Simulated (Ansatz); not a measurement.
A series in volume per atom on GdO

All results are calculated (Ansatz 0.2.0). Periodic Kohn-Sham DFT of a crystal at fixed atoms; pressure and stress are positive in compression; the energy is the free energy less that of spherical unpolarised free atoms; site moments are those in the method's own spheres, positive along +z.

Cell of the first row (space group F-43m, No. 216):
```
CELL_PARAMETERS angstrom
0.00000 2.64160 2.64160
2.64160 0.00000 2.64160
2.64160 2.64160 0.00000
ATOMIC_POSITIONS crystal
Gd 0.00000 0.00000 0.00000
O 0.75000 0.75000 0.75000
```

Settings of every row: method frozen-core PAW; functional PBEsol; relativity scalar; k mesh 13x13x13; filling fermi-dirac; smearing width 0.08 eV; wave cutoff 420 eV; paw set soft_2.

Atom:
| element | start moment (bohr magneton) |
| --- | --- |
| Gd | 7 |
| O | 0 |

Limits: PAW files made with PBE; no spin-orbit coupling on heavy atoms; open f shell, the state may not be the lowest; semilocal functional can close the gap of open d or f salts; the cell comes from a prototype or a list of computed structures and needn't be the stable phase; with one magnetic atom in the cell only parallel moments are possible.

| row | volume per atom (Å³) | pressure (GPa) | cell moment (bohr magneton) |
| --- | --- | --- | --- |
| 1 | 18.432 | 1.918 | 7.455 |
| 2 | 19.011 | -1.273 | 7.464 |
| 3 | 19.599 | -4.041 | 7.467 |
| 4 | 20.187 | ? | ? |
| 5 | 20.774 | -8.39 | 7.459 |

Question: what pressure should row 4 give?

Worked fit of pressure. Take u = (V_r/V)^(2/3) − 1 with V_r = 19.305 Å³ an atom, which is twice the finite (Eulerian) strain; such expansions in the strain, on which the Birch-Murnaghan equation of state is built, carry the rest volume and the bulk modulus. The shown rows have u = 0.03133, 0.01028, -0.01003, -0.04772. Least squares give pressure = −2.7114 + 136.348 × u + 363.66 × u² GPa; a straight line predicts inner rows, each left out in turn, worse (root mean square 0.36 against 0.0035 GPa). The rows lie off it by 0.001, -0.002, 0.001, 0.000. The withheld row has u = -0.02934, so the fit gives −2.7114 + 136.348 × (-0.02934) + 363.66 × (-0.02934)² = -6.399 GPa.

The calculation gave -6.395 GPa. The fit lies 0.004 GPa (0.039 % of the column's range) below it; its largest miss of a shown row is 0.002 GPa.

The other values of row 4: cell moment 7.465 bohr magneton.
